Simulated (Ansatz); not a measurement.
**Ligand exchange: In(CH3)2F + C2H7NZn → In(CH3)2(NH2) + C2H5FZn**

Species: In(CH3)2F, singlet; C2H7NZn `C[CH2][Zn][NH2]`, singlet; In(CH3)2(NH2), singlet; C2H5FZn `C[CH2][Zn][F]`, singlet. The partners trade F for NH2: In–F and Zn–NH2 bonds give way to In–NH2 and Zn–F.

Shapes, held fixed at every level: PBE0-D4/def2-TZVP. Programs: Ansatz 0.2.0. The zero-point and thermal change to 298 K, harmonic and unscaled (PBE0-D4/def2-TZVP), is +0.5 kJ/mol.

| level | kind | ΔH(298 K) (kJ/mol) |
| --- | --- | --- |
| SPW92/def2-TZVPP | LDA | +4.4 |
| PBE-D4/def2-TZVPP | GGA | +4.9 |
| B3LYP-D4/def2-TZVPP | global hybrid | +2.4 |
| BHLYP-D4/def2-TZVPP | global hybrid | -1.1 |
| PBE0-D4/def2-TZVPP | global hybrid | +2.0 |
| r2SCAN0-D4/def2-TZVPP | global hybrid | +2.3 |
| wB97X-V/def2-TZVPP | range-separated hybrid | +1.2 |
| wB97M-V/def2-TZVPP | range-separated hybrid | +1.0 |

wB97M-V/def2-TZVPP gives ΔH(298 K) = +1.0 kJ/mol; the levels span -1.1 to +4.9. That is about zero within the method's error. They disagree on the sign: 7 of 8 are positive. The median of the levels is +2.2. No measured value is set beside it here. For atoms past krypton def2 sets carry core potentials with scalar relativity. Relativity is left out for Zn.

Dimethylindium and ethylzinc show almost the same relative preference for fluoride over amide, so the exchange has little enthalpic driving force in either direction. Each side keeps one metal–fluorine and one metal–nitrogen bond, and much of the large intrinsic difference between these bonds cancels. Both metals are electropositive, with a filled d shell and empty valence p orbitals. They form strongly polar bonds to either ligand and can accept some π donation from its lone pairs. The near balance probably reflects this similarity, with any advantage in ionic attraction at one metal largely offset by covalent or π bonding to the amide.

Among the global hybrids, the one with the most exact exchange, BHLYP, is the only level to favour zinc fluoride, perhaps because exact exchange shifts the balance between ionic and covalent bonding. The small enthalpy says nothing about the absolute strength of any of the four bonds. Nor does the balance between monomers carry over to the condensed phase, where bridging fluoride and amide ligands could decide the preferred pairing.
